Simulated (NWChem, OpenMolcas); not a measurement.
# Cu2 (SMILES [Cu][Cu]): the vertical energy of the triplet above the singlet, rung by rung

Cu2: 2 atoms, total charge 0, spin state singlet. As SMILES, `[Cu][Cu]`. Geometry: the measured bond length.

```xyz
2

Cu    0.0000    0.0000    0.0000
Cu    0.0000    0.0000    2.2197
```

Quantity: the vertical energy of the triplet above the singlet, in eV. The values are calculated.

```csv
level,kind,program,value (eV),less CCSD(T)/def2-SVPD,CPU time (all runs)
SVWN5/def2-SVPD,LDA,OpenMolcas,1.89,-0.03,53 s
revPBE/def2-SVPD,GGA,OpenMolcas,1.76,-0.16,58 s
M06-2X/def2-SVPD,hybrid meta-GGA,NWChem,2.13,+0.21,82 s
PBE0/def2-SVPD,global hybrid,OpenMolcas,1.85,-0.07,19 s
wB97X/def2-SVPD,range-separated hybrid,NWChem,2.25,+0.33,70 s
MP2/def2-SVPD,perturbation theory,NWChem,1.86,-0.06,51 s
MP3/def2-SVPD,perturbation theory,NWChem,1.86,-0.06,42 s
"CCSD(T)/def2-SVPD, open shells restricted",coupled cluster or CI,OpenMolcas,1.92,0.00,1.8 min
```

Differences are taken from CCSD(T)/def2-SVPD, open shells restricted for orientation; it has basis-set and higher-order errors of its own. The values span 1.76 to 2.25 eV. Times are those of the runs behind each value, whatever else they computed, on shared processors of several kinds: orders of magnitude only.

Every level places the triplet well above the singlet, and the coupled-cluster gap is 1.92 eV. The cost is essentially that of undoing a single σ bond. In the singlet, two 4s electrons share the bonding combination above nearly filled-shell 3d¹⁰ cores. The lowest triplet moves one of them into the antibonding σ* orbital, leaving almost no net bond at a distance set by the singlet. Because the 3d shells stay formally full in both states, much of their large correlation energy probably cancels in the difference, which would help explain why MP2 and MP3 both fall within 0.06 eV of coupled cluster.

The functionals do not improve steadily from rung to rung: SVWN5 lies closer to coupled cluster than revPBE or PBE0, while M06-2X and wB97X overshoot, possibly because their larger share of exact exchange favours the 3d¹⁰4s¹ atomic-like description differently in the two states. The vertical gap is not the adiabatic one, which must be smaller once the triplet is allowed to stretch.
